Rigid scan of the O–H bond length (stretch) in silanol, SiH3OH, with CCSD(T) (frozen cores), PBE-D4, r2SCAN-D4, wB97M-V and HF in the def2-TZVPP basis (Ansatz 0.2.0, isolated molecule). All other atoms are held at the PBE0-D4/def2-TZVP minimum, and energies are counted from that minimum structure at the same level.

## Numerical check

```python
# Table: rigid O-H stretch of silanol, energies (eV) from the PBE0-D4 minimum; Ansatz 0.2.0, def2-TZVPP;
# CCSD(T) and A=PBE-D4, B=r2SCAN-D4, C=wB97M-V, D=HF. Tested: differences from CCSD(T) as a nearly
# constant force, against rescaling, rigid shift, dispersion and one-parameter A-D mixing.
T = {
    'x': [0.785, 0.826, 0.885, 0.954, 1.03, 1.113, 1.2, 1.292, 1.388],  # Å
    'ccsd_t': [1.217, 0.633, 0.164, 0.0, 0.122, 0.466, 0.949, 1.515, 2.11],  # eV
    'pbe_d4': [1.298, 0.696, 0.2, 0.002, 0.087, 0.392, 0.835, 1.36, 1.922],  # eV
    'r2scan_d4': [1.22, 0.638, 0.168, 0.0, 0.117, 0.454, 0.93, 1.491, 2.088],  # eV
    'wb97m_v': [1.217, 0.634, 0.165, 0.0, 0.122, 0.468, 0.957, 1.536, 2.155],  # eV
    'hf': [1.05, 0.503, 0.091, -0.004, 0.199, 0.634, 1.217, 1.893, 2.612],  # eV
    'err': [-0.167, -0.13, -0.073, -0.004, 0.076, 0.168, 0.268, 0.379, 0.503],  # eV
    't1': [0.01, 0.01, 0.01, 0.011, 0.011, 0.011, 0.012, 0.012, 0.013],
}
import numpy as np
from scipy.optimize import curve_fit, brentq, minimize_scalar
from scipy.constants import physical_constants as pc
x = np.array(T['x'], float); R = np.array(T['ccsd_t'], float); t1 = np.array(T['t1'], float)
E = {n: np.array(T[k], float) for n, k in zip('ABCD', ['pbe_d4', 'r2scan_d4', 'wb97m_v', 'hf'])}
d = {n: E[n] - R for n in E}
rms = lambda v: float(np.sqrt(np.mean(v**2)))
row = lambda v, f: ' '.join(f % a for a in v)
print('x/A; differences from CCSD(T)/eV A B C D; A/D ratio (floor 0.001 eV)')
for i in range(len(x)):
    print('%.3f ' % x[i] + row([d[n][i] for n in E], '%+.3f') + ' %+.2f' % (d['A'][i] / d['D'][i]))
for n in 'AD':
    print('step slopes %s eV/A: ' % n + row(np.diff(d[n]) / np.diff(x), '%+.2f'))
x0 = brentq(np.poly1d(np.polyfit(x, E['D'] - E['A'], 3)), 0.9, 1.0)
print('zero of D-A (common zero structure) x0 = %.4f A; A-B last row %+.3f eV' % (x0, E['A'][-1] - E['B'][-1]))
def curve(y):
    p = np.poly1d(np.polyfit(1 / x - 1, y, 5))
    return lambda r: p(1 / r - 1)
def props(V, h=0.005):
    r = minimize_scalar(V, bounds=(0.9, 1.02), method='bounded', options={'xatol': 1e-9}).x
    k = (V(r + h) - 2 * V(r) + V(r - h)) / h**2
    return r, k, (V(r + 2 * h) - 2 * V(r + h) + 2 * V(r - h) - V(r - 2 * h)) / (2 * h**3)
V = curve(R); u = x - x0; gh = {}
shift = lambda s: (V(x - s) - V(x0 - s)) - (V(x) - V(x0))
print('models of difference, parameter (rms eV): force g; g,h; scale s; rigid shift A')
for n in E:
    g1 = u @ d[n] / (u @ u); s = R @ d[n] / (R @ R)
    M = np.c_[u, u**2]; gh[n] = np.linalg.lstsq(M, d[n], rcond=None)[0]; res = d[n] - M @ gh[n]
    o = minimize_scalar(lambda t: rms(d[n] - shift(t)), bounds=(-0.04, 0.04), method='bounded')
    print('%s size %.3f | g %+.3f (%.3f) | g %+.3f h %+.3f (%.4f, worst %+.3f at %.3f) | s %+.3f (%.3f) | %+.4f (%.3f)'
          % (n, rms(d[n]), g1, rms(d[n] - g1 * u), *gh[n], rms(res), res[np.argmax(abs(res))],
             x[np.argmax(abs(res))], s, rms(d[n] - s * R), o.x, o.fun))
morse = lambda r, De, a, re, c: De * (1 - np.exp(-a * (r - re)))**2 + c
print('curve fits: poly5(1/x) re A, k eV/A2, V3 eV/A3, rms | Morse re, k, rms, worst eV')
P = {}
for n, y in [('ref', R)] + list(E.items()):
    W = curve(y); P[n] = props(W); q = curve_fit(morse, x, y, p0=[5, 2.2, 0.96, 0])[0]; rm = y - morse(x, *q)
    print('%s %.4f %.1f %.0f %.4f | %.4f %.1f %.4f %.4f'
          % (n, *P[n], rms(y - W(x)), q[2], 2 * q[0] * q[1]**2, rms(rm), abs(rm).max()))
print('floor from x rounding 0.0005 A * steepest slope = %.3f eV' % (0.0005 * abs(np.diff(R) / np.diff(x)).max()))
r0, k0, v3 = P['ref']
print('force picture vs poly fit: shift A pred/fit; dk/k % = anharmonic + 2h parts / fit; freq % fit')
for n in E:
    g, h = gh[n]; dl = -(g + 2 * h * (r0 - x0)) / k0
    print('%s %+.4f / %+.4f ; %+.1f %+.1f = %+.1f / %+.1f ; %+.1f' % (n, dl, P[n][0] - r0, 100 * v3 * dl / k0,
          200 * h / k0, 100 * (v3 * dl + 2 * h) / k0, 100 * (P[n][1] / k0 - 1), 100 * (np.sqrt(P[n][1] / k0) - 1)))
s = E['D'] - E['A']; m = abs(s) > 0.05
print('position (X-A)/(D-A); row with D-A near zero omitted as 0/0 (kept in fit); x: ' + row(x[m], '%.2f'))
for n, y in [('ref', R), ('B', E['B']), ('C', E['C'])]:
    a = s @ (y - E['A']) / (s @ s); rr = y - E['A'] - a * s
    print('%s %s | best %.3f rms %.3f worst %.3f eV' % (n, row(((y - E['A'])[m] / s[m]), '%.2f'), a, rms(rr), abs(rr).max()))
print('rounding floor of position: %.3f to %.3f' % (0.001 / abs(s[m]).max(), 0.001 / abs(s[m]).min()))
C6, R0 = 5.0, 4.5  # rough recalled O-H C6 (au) and damping radius (bohr)
print('crude damped O-H dispersion, whole term: order 1e%d eV' % round(np.log10(C6 / R0**6 * pc['Hartree energy in eV'][0])))
print('T1 %.3f to %.3f; err column vs recomputed, max dev %.3f eV' % (t1.min(), t1.max(), abs(np.array(T['err']) - d['D']).max()))
print('last row, %% of CCSD(T): ' % () + ' '.join('%s %+.1f' % (n, 100 * d[n][-1] / R[-1]) for n in E))
assert np.all(np.diff(d['D']) > 0) and np.all(np.diff(d['A']) < 0)
assert d['D'][0] < 0 < d['D'][-1] and d['A'][-1] < 0 < d['A'][0]
assert P['D'][0] < P['ref'][0] < P['A'][0] and P['A'][1] < P['ref'][1] < P['D'][1]
assert t1.max() < 0.02
```

It prints:

```
x/A; differences from CCSD(T)/eV A B C D; A/D ratio (floor 0.001 eV)
0.785 +0.081 +0.003 +0.000 -0.167 -0.49
0.826 +0.063 +0.005 +0.001 -0.130 -0.48
0.885 +0.036 +0.004 +0.001 -0.073 -0.49
0.954 +0.002 +0.000 +0.000 -0.004 -0.50
1.030 -0.035 -0.005 +0.000 +0.077 -0.45
1.113 -0.074 -0.012 +0.002 +0.168 -0.44
1.200 -0.114 -0.019 +0.008 +0.268 -0.43
1.292 -0.155 -0.024 +0.021 +0.378 -0.41
1.388 -0.188 -0.022 +0.045 +0.502 -0.37
step slopes A eV/A: -0.44 -0.46 -0.49 -0.49 -0.47 -0.46 -0.45 -0.34
step slopes D eV/A: +0.90 +0.97 +1.00 +1.07 +1.10 +1.15 +1.20 +1.29
zero of D-A (common zero structure) x0 = 0.9580 A; A-B last row -0.166 eV
models of difference, parameter (rms eV): force g; g,h; scale s; rigid shift A
A size 0.100 | g -0.456 (0.004) | g -0.475 h +0.067 (0.0025, worst +0.004 at 1.388) | s -0.065 (0.074) | +0.0089 (0.066)
B size 0.013 | g -0.059 (0.004) | g -0.050 h -0.032 (0.0034, worst +0.005 at 1.388) | s -0.010 (0.008) | +0.0010 (0.011)
C size 0.017 | g +0.065 (0.009) | g +0.008 h +0.197 (0.0035, worst -0.005 at 1.200) | s +0.014 (0.008) | -0.0007 (0.016)
D size 0.247 | g +1.121 (0.013) | g +1.026 h +0.326 (0.0008, worst +0.001 at 1.030) | s +0.171 (0.171) | -0.0224 (0.178)
curve fits: poly5(1/x) re A, k eV/A2, V3 eV/A3, rms | Morse re, k, rms, worst eV
ref 0.9568 53.8 -372 0.0002 | 0.9584 54.6 0.0054 0.0070
A 0.9660 50.4 -354 0.0004 | 0.9677 51.3 0.0058 0.0080
B 0.9579 53.1 -371 0.0001 | 0.9599 53.8 0.0062 0.0080
C 0.9569 53.8 -371 0.0001 | 0.9590 54.7 0.0068 0.0085
D 0.9388 61.6 -422 0.0002 | 0.9414 61.8 0.0076 0.0100
floor from x rounding 0.0005 A * steepest slope = 0.007 eV
force picture vs poly fit: shift A pred/fit; dk/k % = anharmonic + 2h parts / fit; freq % fit
A +0.0088 / +0.0092 ; -6.1 +0.2 = -5.9 / -6.2 ; -3.1
B +0.0009 / +0.0011 ; -0.6 -0.1 = -0.8 / -1.2 ; -0.6
C -0.0001 / +0.0001 ; +0.1 +0.7 = +0.8 / +0.1 ; +0.1
D -0.0191 / -0.0180 ; +13.2 +1.2 = +14.4 / +14.5 ; +7.0
position (X-A)/(D-A); row with D-A near zero omitted as 0/0 (kept in fit); x: 0.79 0.83 0.89 1.03 1.11 1.20 1.29 1.39
ref 0.33 0.33 0.33 0.31 0.31 0.30 0.29 0.27 | best 0.289 rms 0.006 worst 0.011 eV
B 0.31 0.30 0.29 0.27 0.26 0.25 0.25 0.24 | best 0.251 rms 0.007 worst 0.016 eV
C 0.33 0.32 0.32 0.31 0.31 0.32 0.33 0.34 | best 0.330 rms 0.003 worst 0.005 eV
rounding floor of position: 0.001 to 0.009
crude damped O-H dispersion, whole term: order 1e-2 eV
T1 0.010 to 0.013; err column vs recomputed, max dev 0.001 eV
last row, % of CCSD(T): A -8.9 B -1.0 C +2.1 D +23.8
```
